The barrier is the electronic energy of the saddle point less that of the complex in which the step begins. The reverse barrier is counted from the complex in which the step ends, and the step energy is the end less the start. In this step water splits the Si–Si bond of Cl₃Si–SiH₃: the oxygen goes to the chlorinated silicon and one proton to the other, which gives Cl₃SiOH and SiH₄. Every method was applied to the same three structures, so the rows differ in how they treat the electrons and not in geometry. A positive entry under "barrier less reference" means a barrier too high against CCSD(T) at the basis-set limit.

Gas-phase step Cl₃Si–SiH₃ + H₂O → Cl₃SiOH + SiH₄, between the complexes at either end, computed with Ansatz 0.2.0 in the def2-TZVPP basis at PBE0-D4/def2-TZVP structures. Cores are frozen in the correlated wave-function methods. The reference is CCSD(T) at the basis-set limit, with a barrier of 47.69 and a step energy of −21.51 kcal/mol.

| method | class | exact exchange, short range (%) | exact exchange, long range (%) | barrier (kcal/mol) | barrier less reference (kcal/mol) | reverse barrier (kcal/mol) | step energy (kcal/mol) |
| --- | --- | --- | --- | --- | --- | --- | --- |
| SPW92 | LDA | 0 | 0 | 30.84 | -16.85 | 46.64 | -15.81 |
| PBE-D4 | GGA | 0 | 0 | 39.77 | -7.92 | 55.81 | -16.04 |
| BLYP-D4 | GGA | 0 | 0 | 45.00 | -2.69 | 64.51 | -19.50 |
| r2SCAN-D4 | meta-GGA | 0 | 0 | 42.09 | -5.60 | 63.08 | -20.99 |
| B97M-V | meta-GGA | 0 | 0 | 45.15 | -2.54 | 67.34 | -22.19 |
| PBE0-D4 | global hybrid | 25 | 25 | 43.77 | -3.92 | 61.91 | -18.14 |
| B3LYP-D4 | global hybrid | 20 | 20 | 47.76 | 0.07 | 68.79 | -21.03 |
| r2SCAN0-D4 | global hybrid | 25 | 25 | 44.97 | -2.72 | 66.63 | -21.66 |
| BHLYP-D4 | global hybrid | 50 | 50 | 52.80 | 5.11 | 75.95 | -23.15 |
| CAM-B3LYP-D4 | range-separated | 19 | 65 | 48.29 | 0.60 | 71.41 | -23.12 |
| wB97X-V | range-separated | 17 | 100 | 47.96 | 0.27 | 69.45 | -21.49 |
| wB97M-V | range-separated | 15 | 100 | 45.94 | -1.75 | 67.86 | -21.91 |
| B2PLYP | double hybrid | 53 | 53 | 48.16 | 0.47 | 71.38 | -23.22 |
| PBE-QIDH | double hybrid | 69 | 69 | 46.14 | -1.55 | 67.47 | -21.33 |
| RPA on PBE | RPA | n/a | n/a | 48.02 | 0.33 | 71.09 | -23.07 |
| HF | Hartree-Fock | 100 | 100 | 65.41 | 17.72 | 94.85 | -29.45 |
| MP2 | wave function | n/a | n/a | 46.15 | -1.54 | 69.36 | -23.21 |
| CCSD | wave function | n/a | n/a | 51.38 | 3.69 | 74.88 | -23.49 |
| CCSD(T) | wave function | n/a | n/a | 48.25 | 0.56 | 70.70 | -22.45 |

### Where the fault sits

Two methods fail worst, and in opposite directions. The LDA (SPW92) puts the barrier about 17 kcal/mol too low, and Hartree-Fock puts it about 18 too high. Each is off by roughly a third of the barrier itself.

The reverse barrier helps to locate the fault. It equals the barrier less the step energy, so its reference value is 47.69 + 21.51 = 69.20 kcal/mol. If a method misjudged only one of the two end complexes, the barrier counted from the other end would still be right. If both barriers are wrong in the same direction, the saddle is misplaced relative to both ends.

That second pattern is what the two extremes show. The LDA's reverse barrier is about 23 kcal/mol too low and that of Hartree-Fock about 26 too high. The two ends are misjudged against each other as well, but by less than the saddle is against either. All five functionals without exact exchange place both barriers too low, though by very different amounts.

A good step energy is no warrant for a good barrier. r2SCAN-D4 gives the step energy to about 0.5 kcal/mol, yet its barrier is 5.6 too low. From the LDA to PBE-D4 the barrier error is halved, while the step energy hardly moves. The saddle makes demands on a method that the two end complexes do not.

### What is special about the saddle

At the saddle the atoms Si, O, H and Si form a four-membered ring in which two bonds are being made and two broken. The Si–O distance is already 1.78 Å, so the chlorinated silicon holds five neighbours. The Si–Si bond is stretched to 2.69 Å but not yet gone, and the moving proton is 1.12 Å from the oxygen. With such distances the electron pairs of the old bonds can be expected to be shared among several atoms, whereas in the end complexes most pairs belong to one bond or one lone pair.

Semilocal functionals are known to favour such sharing too much. In a density functional each electron is part of the total density and so repels itself, and approximate exchange cancels this self-repulsion only imperfectly. For an electron spread over several centres it tends to take away too much, so a state with widely shared electrons comes out too low in energy. This is the delocalisation error, and it fits the sign of the error in the five rows without exact exchange. In the LDA the general overbinding of that approximation works in the same direction, since the saddle is crowded with partial bonds.

Hartree-Fock errs in the opposite direction, and for a different reason. Its exchange cancels the self-repulsion exactly, but electrons of opposite spin move in each other's average field and do not avoid one another. This costs most where electron pairs are crowded around one atom or where bonds are half broken, and the saddle has both. In the same basis, correlation at the CCSD(T) level lowers the Hartree-Fock barrier by about 17 kcal/mol.

### Turning one knob at a time

If the sharing of electrons matters, replacing part of the semilocal exchange by exact exchange should raise the barrier. It does so in each family where the table allows the comparison. The barrier rises by 4.0 kcal/mol from PBE-D4 to PBE0-D4, by 2.9 from r2SCAN-D4 to r2SCAN0-D4 and by 7.8 from BLYP-D4 to BHLYP-D4, and the reverse barriers rise as well. This agrees with the delocalisation error but does not isolate it, because the replacement changes the whole exchange energy and not the self-repulsion alone. The D4 dispersion correction, which is fitted to each functional, changes as well.

The size of the effect can be estimated from a simple picture. Suppose that the orbitals and the rest of the functional stay as they are while a share of the exchange is exchanged for the exact form. The energy of each structure then changes in proportion to that share, and so does the barrier, which is a difference of two such energies. The two ends of the BLYP family, with 0 and 50% exact exchange, fix the line, and B3LYP-D4 with its 20% can be read from it:

barrier at 20% ≈ 45.00 + (20/50) × (52.80 − 45.00) = 48.12 kcal/mol

The B3LYP-D4 row, which was not used for the line, has 47.76. The estimate is 0.36 kcal/mol too high, a modest miss given that B3LYP-D4 also differs from BLYP-D4 in its semilocal part and its dispersion correction.

The line puts the excellent barrier of B3LYP-D4 in a different light. BLYP-D4 is 2.7 kcal/mol too low and BHLYP-D4 5.1 too high, so somewhere between them the error must pass through zero. B3LYP-D4 lies close to that crossing. Its agreement is best read as a balance between two errors of opposite sign, the low barrier of the semilocal functional and the high one that comes with much exact exchange, not as the absence of both.

The balance is not struck at the same share in every family. PBE0-D4 contains more exact exchange than B3LYP-D4, yet its barrier is still 3.9 kcal/mol too low, because its parent PBE-D4 starts from a much lower value. Among the GGAs and meta-GGAs, which have no exact exchange at all, the barriers spread over 5.4 kcal/mol. These functionals differ in exchange, correlation and dispersion at once, and the table does not separate the three. The share of exact exchange is therefore a guide within a family and a poor one across families.

### The same saddle seen by wave functions

The correlated wave-function methods start from Hartree-Fock, whose barrier is far too high, and bring it down by adding correlation. They are best compared with CCSD(T) in the same basis. MP2 then lies 2.1 kcal/mol too low and CCSD 3.1 too high, while their step energies differ from that of CCSD(T) by only about 1 kcal/mol or less. Again the saddle is the harder case.

Theory offers a reason for the two signs. MP2 treats each pair of electrons by itself and divides by orbital energy gaps, which tend to shrink when bonds are stretched, so it easily exaggerates the correlation there. CCSD lets the pairs influence one another but leaves out the connected motion of three electrons, which also gains weight at such a geometry. The triples in CCSD(T) supply an estimate of that part and bring the barrier down. A clear gap between the CCSD and CCSD(T) barriers is thus a useful sign of a demanding structure, even where no better reference is at hand. CCSD(T) too is built on a single determinant, so the reference itself is less certain where bonds are stretched.

The basis can disguise such errors. MP2 appears to give the reverse barrier almost perfectly, only 0.16 kcal/mol above the limit value. In the same basis, however, it lies 70.70 − 69.36 = 1.34 kcal/mol below CCSD(T), which itself is 1.5 above its own limit. An error of the method and an error of the basis have nearly cancelled.

For the forward barrier CCSD(T) in this basis is 0.56 kcal/mol from its limit. B3LYP-D4, wB97X-V, RPA on PBE, B2PLYP and CAM-B3LYP-D4 all come about as close or closer, and their order has no meaning at that level.

### Beside a step that breaks no bond

Rotation about a single bond makes a helpful contrast. There the barrier separates two arrangements in which every electron pair stays in its own bond, so the errors at the top and at the bottom are much alike and largely cancel. Simple methods are known to do well for such barriers, Hartree-Fock included. In the present step the bonding itself changes on the way up, and the cancellation fails. How far the electrons at the saddle are shared differently from those at the ends is the first thing to ask when judging whether a cheap method can be trusted with a barrier.
